\textbf{Question.} I model $N$-layer 2H-MoS$_2$ by taking a monolayer $k\cdot p$ band and letting the carrier hop between neighbouring layers with an amplitude $t$. That gives me a cosine ladder of subbands, a bulk mass $m_z=\hbar^2/(2td^2)$, and a band edge that reaches its bulk value as $1/(N+1)^2$. What numbers does this give for the valence band at $\Gamma$? Can I trust them, and can I get the gap $E_g(N)$ the same way?

\textbf{Answer.} The cosine ladder is the exact solution of the one-band chain, and it gives the total rise of the $\Gamma$ level and the bilayer splitting sensibly. It makes $m_z$ too light and the confinement energy too large, in the model below by factors between 1.6 and 2.9, because a second monolayer state couples through the same sulfur orbitals. Everything here is at in-plane wave vector $k_\parallel=0$. Energies are electron energies counted from the monolayer $\Gamma$ level, and spin is a spectator, since the states involved are orbitally non-degenerate Kramers pairs. The 2H cell holds two layers, so the layer spacing is $d=c/2=6.147$~\AA{} with the compiled $c=12.294$~\AA{} (arXiv preprint 2016, 300 K).

\section*{1. Estimate by hand}

The top valence state $v$ at $\Gamma$ is Mo $d_{z^2}$ mixed with S $p_z$. It is even under the mirror plane through the Mo sheet, so the $p_z$ lobes that point out of the two faces have the same sign. If the $6_3$ screw axis carries $v$ from one layer to the next, facing lobes have equal sign and the hopping element is negative, $-t$ with $t>0$. The amplitudes obey $E\psi_n=-t(\psi_{n-1}+\psi_{n+1})$, and the missing layers impose $\psi_0=\psi_{N+1}=0$. Standing waves $\sin(j\pi n/(N+1))$ solve this with
\begin{equation}
E_j=-2t\cos\frac{j\pi}{N+1},\qquad j=1,\dots,N .
\label{ladder}
\end{equation}
A valence edge is the \emph{top} of the ladder, the fully antibonding state $j=N$, at $+2t\cos[\pi/(N+1)]$. A conduction edge is the bottom. In the bulk the top state alternates in sign from layer to layer, repeats after $c=2d$, and so lies at $k_z=0$ of the 2H zone. With $\theta=k_zd$ counted from the top, $E=2t\cos\theta\approx2t-t\theta^2$, and
\begin{equation}
m_z=\frac{\hbar^2}{2td^2},\qquad
\delta_N\equiv E_{\rm top}(\infty)-E_{\rm top}(N)\approx\frac{\pi^2t}{(N+1)^2}.
\label{hand}
\end{equation}
Using $c$ in place of $d$ would make the mass four times too light.

For $N=2$ the levels are $\pm t$. Band calculations typically split the bilayer $\Gamma$ level by approximately 0.6--0.7 eV, so I take $t\approx1/3$ eV. With $d\approx6$~\AA{} and $\hbar^2/m_0\approx7.6$ eV\,\AA$^2$:
\begin{itemize}
\item the $\Gamma$ level rises by 0.33 eV in the bilayer and by 0.67 eV in the bulk;
\item $2td^2\approx24$ eV\,\AA$^2$, so $m_z\approx0.32\,m_0$;
\item $\delta_N\approx3.3~{\rm eV}/(N+1)^2$, which is 0.13 eV for four layers;
\item $\delta_N$ drops to $k_BT=0.026$ eV (300 K) at $N+1\approx11$, about ten layers.
\end{itemize}
In the monolayer $\Gamma$ lies approximately 0.1 eV below the K maximum, and K hardly moves on stacking. A rise of 0.33 eV therefore hands the valence edge to $\Gamma$ from $N=2$ on.

\section*{2. Careful calculation}

\emph{Which states couple.} At $\Gamma$ the threefold axis survives stacking, so $v$ couples only to states invariant under it. The nearest one is $w$, the mirror-odd S $p_z$ combination, a distance $\Delta$ below $v$. Its outward lobes have opposite signs on the two faces, and being almost pure $p_z$ it hops more strongly than $v$. I assume that both states leak into the van der Waals gap through tails of the same shape. In the basis $(v,w)$ the layer Hamiltonian is $h={\rm diag}(0,-\Delta)$, the two faces are described by $\phi_\pm=(\sqrt{t_v},\pm\sqrt{t_w})$, and after a sign $(-1)^n$ is absorbed into the layer states, the upper face of layer $n$ couples to the lower face of layer $n+1$ by
\begin{equation}
T=\phi_+\phi_-^{\,T}=\begin{pmatrix}t_v&-t_{vw}\\ t_{vw}&-t_w\end{pmatrix},\qquad t_{vw}=\sqrt{t_vt_w}.
\end{equation}
The inputs are approximate: $t_v=0.33$ eV, $t_w=0.60$ eV, $\Delta=1.8$ eV, so $t_{vw}=0.445$ eV. All results below are this model's.

\emph{Bulk.} The Bloch matrix $h+Te^{i\theta}+T^Te^{-i\theta}$ has diagonal elements $2t_v\cos\theta$ and $-\Delta-2t_w\cos\theta$ and off-diagonal elements $\mp2it_{vw}\sin\theta$. In its secular determinant the $\cos^2$ and $\sin^2$ terms add to a constant:
\begin{equation}
E(E+\Delta)-4t_vt_w=2\cos\theta\,[\,t_v(E+\Delta)-t_wE\,].
\label{disp}
\end{equation}
At $\theta=0$ the coupling vanishes and the band top is $E=2t_v=0.66$ eV, as in the one-band chain.

\emph{Finite film.} Let $\psi_n$ be the two-component amplitude, $x_n=\phi_+\cdot\psi_n$ and $y_n=\phi_-\cdot\psi_n$. The Schr\"odinger equation reads $(E-h)\psi_n=\phi_+y_{n+1}+\phi_-x_{n-1}$. Define
\begin{equation}
G_e=\frac{t_v}{E},\quad G_o=\frac{t_w}{E+\Delta},\quad A=G_e+G_o,\quad B=G_e-G_o .
\end{equation}
Applying $(E-h)^{-1}$ and projecting on $\phi_\pm$ gives $x_n=Ay_{n+1}+Bx_{n-1}$ and $y_n=By_{n+1}+Ax_{n-1}$, or
\begin{equation}
\begin{pmatrix}x_n\\y_{n+1}\end{pmatrix}=M\begin{pmatrix}x_{n-1}\\y_n\end{pmatrix},\qquad
M=\frac1B\begin{pmatrix}B^2-A^2&A\\-A&1\end{pmatrix}.
\end{equation}
Here $\det M=1$, so the eigenvalues are $e^{\pm i\theta}$ with
\begin{equation}
2\cos\theta={\rm tr}\,M=\frac{1-4G_eG_o}{G_e-G_o},
\label{trace}
\end{equation}
which is Eq.~(\ref{disp}) again. The surfaces demand $x_0=0$ and $y_{N+1}=0$, that is $(M^N)_{22}=0$. The Cayley--Hamilton theorem gives $M^N\sin\theta=M\sin N\theta-\sin[(N-1)\theta]\,\mathbb{1}$, and with $M_{22}=1/B$ the levels satisfy
\begin{equation}
\sin N\theta=B(E)\,\sin[(N-1)\theta].
\label{quant}
\end{equation}
For $t_w=0$, Eq.~(\ref{trace}) gives $B=1/(2\cos\theta)$, and Eq.~(\ref{quant}) becomes $\sin[(N+1)\theta]=0$, the ladder (\ref{ladder}).

\emph{Near the top.} Subtracting 2 from both sides of Eq.~(\ref{trace}) gives $(1-2G_e)(1+2G_o)=(2\cos\theta-2)(G_e-G_o)$. The top is at $G_e=1/2$. Expanding there, with $1-2G_e\approx2|G_e'|\,(E-E_{\rm top})$ and $G_e'=dG_e/dE$,
\begin{equation}
E\approx E_{\rm top}-t_{\rm eff}\theta^2,\qquad
t_{\rm eff}=\frac{\eta}{4|G_e'|},\qquad \eta=\frac{1-2G_o}{1+2G_o}.
\label{teff}
\end{equation}
For the highest level set $N\theta=\pi-\epsilon$. Equation (\ref{quant}) becomes $\sin\epsilon=B\sin(\epsilon+\theta)$, so for small angles $\epsilon=\theta B/(1-B)$. With $B=1/2-G_o$ the factor $B/(1-B)$ is the same $\eta$, and $\theta=\pi/(N+\eta)$. Since $|G_e'|=1/(4t_v)$ at $E=2t_v$,
\begin{equation}
\eta=\frac{\Delta+2t_v-2t_w}{\Delta+2t_v+2t_w},\qquad
m_z=\frac{\hbar^2}{2\eta t_vd^2},\qquad
\delta_N\approx\frac{\pi^2\eta t_v}{(N+\eta)^2}.
\label{result}
\end{equation}
One number rescales the hopping and replaces the 1 in $N+1$. For $\Delta\to\infty$, $\eta\to1$ and Eq.~(\ref{hand}) returns.

\emph{Numbers.} $\eta=1.26/3.66=0.344$ and $t_{\rm eff}=0.114$ eV. With $\hbar^2/2m_0=3.81$ eV\,\AA$^2$ and $d^2=37.79$~\AA$^2$ the one-band mass for $t=t_v$ is $0.31\,m_0$ and the two-band mass is $0.89\,m_0$.

For $N=2$, Eq.~(\ref{quant}) says $2\cos\theta=B$, which with ${\rm tr}\,M=(1+B^2-A^2)/B$ means $A=\pm1$. The sign $+$ gives $E^2+0.87E-0.594=0$ (in eV) with upper root 0.450 eV. The sign $-$ gives $E^2+2.73E+0.594=0$ with upper root $-0.238$ eV. The splitting is 0.688 eV, so these inputs are consistent with the splitting used in Sec.~1. The table lists the exact top level and three values of $\delta_N$: the cosine $2t_v\{1-\cos[\pi/(N+1)]\}$, the exact two-band root, and Eq.~(\ref{result}) with $\pi^2t_{\rm eff}=1.12$ eV.

\begin{center}
\begin{tabular}{cccccc}
\hline
$N$ & $E_{\rm top}$ (eV) & cosine (meV) & exact (meV) & Eq.~(\ref{result}) (meV) & cosine/exact\\
\hline
2 & 0.450 & 330 & 210 & 204 & 1.6\\
3 & 0.558 & 193 & 102 & 100 & 1.9\\
4 & 0.600 & 126 & 60 & 59 & 2.1\\
6 & 0.632 & 65 & 28 & 28 & 2.3\\
8 & 0.644 & 40 & 16 & 16 & 2.5\\
\hline
\end{tabular}
\end{center}

The ratio tends to $1/\eta=2.9$. At seven layers, 4.3 nm, $\delta_N$ is 21 meV, the first value below $k_BT$ at 300 K; the hand estimate needed about ten.

\section*{3. Why the two differ by this much}

\emph{Rounding explains almost none of it.} Going from $t=1/3$ eV and $d=6$~\AA{} to 0.33 eV and 6.147~\AA{} moves the mass from 0.32 to 0.31.

\emph{The end points are protected.} At $N=1$ nothing hops. At $N=\infty$, $\theta=0$, the state is even under the mirror plane of every layer and cannot mix with the odd $w$. Both treatments therefore have the same total rise $2t_v$. They disagree only on how fast it is reached.

\emph{Level repulsion flattens the top.} Away from $\theta=0$ the mirror is broken by the phase gradient, and $w$ pushes $v$ up by $4t_{vw}^2\sin^2\theta/W$, where $W$ is their separation. At the band top $v$ has risen by $2t_v$ and $w$ has sunk by $2t_w$, so $W=\Delta+2t_v+2t_w=3.66$ eV. The push grows as $\theta^2$ and opposes the fall of the cosine:
\begin{equation}
t_{\rm eff}=t_v-\frac{4t_{vw}^2}{W}=0.330-0.216=0.114~{\rm eV}.
\label{push}
\end{equation}
This form holds for any $t_{vw}$ and equals $\eta t_v$ when $t_{vw}^2=t_vt_w$. About two thirds of the curvature cancel, which is the factor 2.9. In real space $4\sin^2\theta=2-2\cos2\theta$, so with $s=t_{vw}^2/W=0.054$ eV the push is an on-site shift $2s$ plus a second-neighbour hopping $-s$. That hopping is only 16\% of $t_v$, but it spans $2d$ and enters the curvature with weight four. One must use $W$ and not $\Delta$: folding $w$ down at the monolayer spacing gives $t_{vw}^2/\Delta=0.11$ eV and $t_v-4\times0.11=-0.11$ eV, the wrong sign. An expansion in $t/\Delta$ is useless when $2t_v+2t_w=1.86$ eV exceeds $\Delta$.

\emph{The bilayer splitting hides the effect.} In the bilayer each layer has one neighbour, and admixing $w$ polarises the state towards the inner gap. The top level carries a $w$ weight $(t_w/2.25^2)/(t_v/0.45^2+t_w/2.25^2)=7\%$. Both $v$-like levels are pushed up, the upper by 0.120 eV and the lower by 0.092 eV, so their difference changes by only 4\%. A $t$ read off the splitting is thus close to $t_v$, yet the pair is no longer centred on the monolayer level, and it is the position of the upper level that sets $\delta_2$.

\emph{The narrower box gives part of it back.} The envelope has effective width $(N+\eta)d$. Its nodes lie $\eta d/2=1.1$~\AA{} outside the nominal thickness $Nd$, against $d/2=3.1$~\AA{} in the one-band chain. A heavier mass lowers $\delta_N$ and a narrower box raises it, so
\begin{equation}
\frac{\delta_N^{\rm one\ band}}{\delta_N^{\rm two\ band}}\approx\frac1\eta\left(\frac{N+\eta}{N+1}\right)^2 .
\end{equation}
For $N=4$ this is $2.90\times0.755=2.19$. The cosine lies below its parabola (126 against 130 meV, a factor 0.97), and Eq.~(\ref{result}) lies below the exact root (a factor 0.99), which brings the ratio to 2.10. This is why the discrepancy is mildest in the thinnest films.

\emph{How firm the two-band numbers are.} Equation (\ref{push}) is a difference of comparable terms. Changing $t_w$ by $-10\%$ or $+10\%$ gives $m_z=0.78$ or $1.01\,m_0$, and lowering $t_{vw}$ alone by 5\% gives $0.75\,m_0$. A deeper even state of the same symmetry simply adds $t_u/(E+\Delta_u)$ to $G_e$, and Eq.~(\ref{teff}) still holds. With an approximate $\Delta_u=5.5$ eV and an assumed $t_u=0.2$ eV the top moves to 0.705 eV and $t_{\rm eff}$ to 0.132 eV, 16\% higher. The offset $\eta$ in $N+\eta$ is softer. If the potential of the neighbours leaves $v$ on the two outer layers higher by $V$, first-order perturbation theory with the surface weight $2\sin^2[\theta(1+\eta)/2]/(N+\eta)$ per layer changes the offset by $V(1+\eta)^2/(2t_{\rm eff})$, which is 0.4 for an assumed $V=0.05$ eV, of either sign. The model's mass is thus about $0.9\,m_0$ to one figure. The inputs $t_w$ and $\Delta$ were chosen so that it falls in the range of about $0.8$--$1\,m_0$ typical of band calculations for bulk MoS$_2$, so this is no test of the model; the one-band formula misses that range on the light side by roughly a factor of three.

\section*{4. The gap}

If a conduction valley and a valence valley each follow Eq.~(\ref{ladder}), their separation is
\begin{equation}
E_g(N)=E_g(1)-2(t_c+t_v)\cos\frac{\pi}{N+1},\qquad
E_g(N)-E_g(\infty)\approx\frac{\pi^2(t_c+t_v)}{(N+1)^2}.
\label{gap}
\end{equation}
Three conditions apply to MoS$_2$.

First, $E_g(1)$ is the monolayer separation of the \emph{same two valleys}. The bulk gap runs from $\Gamma$ to the conduction valley Q, roughly midway between $\Gamma$ and K, so $E_g(1)$ is the monolayer $\Gamma$--Q distance and not the direct gap at K. Anchor the formula at the compiled bulk indirect gap of 1.23 eV (Li 2013) and take an approximate $t_c=0.2$ eV with a plain cosine at Q, ignoring the spin splitting there, typically tens of meV, which alternates in sign between layers. The conduction parts are 0.40, 0.20 and 0.076 eV for $N=1,2,4$. The model's $\Gamma$--Q distance is then 2.29, 1.64 and 1.37 eV with the two-band valence edge, and 2.29, 1.76 and 1.43 eV from Eq.~(\ref{gap}).

Second, the gap is the minimum over valley pairs. Treat K as rigid, with an approximate optical gap of 1.9 eV, so that the K conduction valley is 2.0 eV above the monolayer $\Gamma$ level. The monolayer is then direct. The $\Gamma$--K distance is 1.55 eV for $N=2$, 1.40 eV for $N=4$ and 1.34 eV in the bulk. In the model the conduction edge passes from K to Q at about three to four layers, but differences of 0.1 eV lie within the uncertainty of inputs that mix optical and bulk values, so that crossing is not fixed.

Third, hopping leaves out the change of screening. In a free-standing uniaxial slab of thickness $L=Nd$ with in-plane constant $\varepsilon_\parallel$ and out-of-plane constant $\varepsilon_\perp$, a charge at the centre has images $\xi^n$ at $\pm nL$, with $\xi=(\bar\varepsilon-1)/(\bar\varepsilon+1)$ and $\bar\varepsilon=\sqrt{\varepsilon_\parallel\varepsilon_\perp}$. Along the axis a point charge is screened by $\varepsilon_\parallel$, and half the charge times the image potential is
\begin{equation}
\Sigma=\frac{e^2}{4\pi\varepsilon_0\varepsilon_\parallel L}\sum_{n\ge1}\frac{\xi^n}{n}
=-\frac{e^2\ln(1-\xi)}{4\pi\varepsilon_0\varepsilon_\parallel Nd}.
\end{equation}
With the compiled high-frequency $\varepsilon_\perp=6.25$ (Pike 2018), an approximate $\varepsilon_\parallel=15$ and $e^2/4\pi\varepsilon_0=14.40$ eV\,\AA, one finds $\bar\varepsilon=9.7$, $\xi=0.81$ and $\Sigma=0.26~{\rm eV}/N$ per carrier in this continuum estimate. It lowers the valence edge and raises the conduction edge. It is 0.13 eV at $N=2$, below $\delta_2$, and 33 meV at $N=8$, twice $\delta_8$. The quasiparticle gap of a free film therefore approaches the bulk as $1/N$. The inverse-square law describes the hopping part alone. That part dominates where the image term is weak, in a film between dielectrics of similar $\bar\varepsilon$, or where it largely cancels, as in the optical gap, because a neutral exciton polarises the surfaces far less than a single charge. It also governs spacings between subbands of one valley, where the image term shifts all levels by similar amounts.